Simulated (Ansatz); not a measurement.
Ligand exchange: Mo(CH3)2O2 + HOI → Mo(CH3)(OH)O2 + CH3I

Species: Mo(CH3)2O2, singlet; HOI (hypoiodous acid) `OI`, singlet; Mo(CH3)(OH)O2, singlet; CH3I (methyl iodide) `CI`, singlet. The partners trade CH3 for OH: Mo–CH3 and I–OH bonds give way to Mo–OH and I–CH3.

Shapes, held fixed at every level: PBE0-D4/def2-TZVP. Flexible molecules stand in one conformer, not always the lowest. Programs: Ansatz 0.2.0. The zero-point and thermal change to 298 K, harmonic and unscaled (PBE0-D4/def2-TZVP), is +5.0 kJ/mol.

| level | kind | ΔH(298 K) (kJ/mol) | less CCSD(T)/def2-TZVPP | CPU time (sum over the molecules) |
| --- | --- | --- | --- | --- |
| HF/def2-TZVPP | Hartree–Fock | -235.6 | -19.2 | – |
| SPW92/def2-TZVPP | LDA | -213.6 | +2.8 | 15 s |
| PBE-D4/def2-TZVPP | GGA | -205.6 | +10.8 | 22 s |
| r2SCAN-D4/def2-TZVPP | meta-GGA | -217.3 | -0.9 | 39 s |
| BHLYP-D4/def2-TZVPP | global hybrid | -221.1 | -4.7 | 27 s |
| wB97X-V/def2-TZVPP | range-separated hybrid | -217.0 | -0.6 | 72 s |
| CCSD(T)/def2-TZVPP | coupled cluster or CI | -216.4 | 0.0 | 27 min |

The highest level, CCSD(T)/def2-TZVPP, gives ΔH(298 K) = -216.4 kJ/mol; the levels span -235.6 to -205.6. The column of differences is taken from that level and isn't an error. No measured value is set beside it here. T1 is large for Mo(CH3)2O2, so single-reference values are less sure there. For atoms past krypton def2 sets carry core potentials with scalar relativity. Correlated rows may include outer-core shells of I, Mo, which these sets cover unevenly. Times are processor times on shared x86 and Arm servers, and rough.

The exchange is strongly exothermic at every level, and the spread between methods is small beside the reaction enthalpy, so its sign is not in doubt. The driving force is the replacement of a Mo–C and a weak I–O bond by a strong Mo–O and a C–I bond. Molybdenum stays formally d0 Mo(VI), a hard, oxophilic centre whose empty d orbitals accept π donation from hydroxide, which methyl cannot offer in the same way. On the other side, HOI loses a bond weakened by lone-pair repulsion and poor overlap. Formally, I(+1) becomes iodide as the methyl group is oxidised, so this is more than a redox-neutral ligand swap.

Hartree–Fock overshoots the exothermicity, which means that correlation stabilises the reactants more than the products, probably in the I–O and Mo–C bonds. r2SCAN-D4 and wB97X-V lie within 1 kJ/mol of the coupled-cluster value, while PBE-D4 gives the least exothermic result. The reaction enthalpy alone says nothing about the barrier or whether methyl transfer is concerted.
